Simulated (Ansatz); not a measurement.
Ti: energy along a strain

Ti, P6_3/mmc, a = 2.950 Å, c = 4.686 Å (as given, not relaxed at this level: -5.9 GPa). Ansatz: PBEsol, PAW, 420 eV, Γ-centred 18×18×10 mesh on 2 atoms, Gaussian smearing 0.15 eV; no spin polarisation. Cell vectors (Å): 2.950 0.000 0.000; -1.475 2.555 0.000; 0.000 0.000 4.686. The cell is strained by x per cent times the pattern (0 0 0 0 0 1) in the order xx yy zz yz xz xy (engineering shears), with fractional coordinates held. y is the free energy over the start, V0 = 17.658 Å³/atom. Symmetry makes y even in x.

```
x (%) y (meV/atom)
-6.00             ?
-3.00          2.88
 0.00          0.00
 0.75          0.18
 1.50          0.72
 2.25          1.62
 3.75          4.48
 4.50          6.43
 5.25          8.72
```

Q: Fit y = c2 x² + c4 x⁴ to the other rows, get the stiffness along the pattern, and predict the missing energy.

A: Least squares on the rows shown. y = 0.3211 x² − 0.0001722 x⁴. The clamped-ion stiffness p·C·p = 2 × 3.211 eV × 160.2 / 17.658 Å³ = 58 GPa, which is C66 in these axes (second derivative at the start, which stands under stress). At x = -6.00 the fit asked for gives 11.34 meV/atom. The run gave 11.34 meV/atom, the same to the digits shown.

The energy rises almost harmonically under basal shear, and the small negative quartic term means only slight softening. The withheld point lies just beyond the fitted strains, so its agreement supports a smooth energy curve there, with no sign of a shear instability. The resistance to shear probably owes much to directional bonding from the partly filled d shell, since a change of shape at nearly constant volume alters bond lengths and angles more than the mean electron density.

The stiffness of 58 GPa is well above the measured C66 of titanium. The likely main cause is the frozen internal coordinates: hcp sites are not inversion centres, so basal shear drives the two sublattices against each other, and letting them shift can only lower the strained energy and hence the curvature. Hexagonal symmetry ties C66 to half the difference between C11 and C12, so this shear alone fixes neither constant separately, nor does it establish full elastic stability.
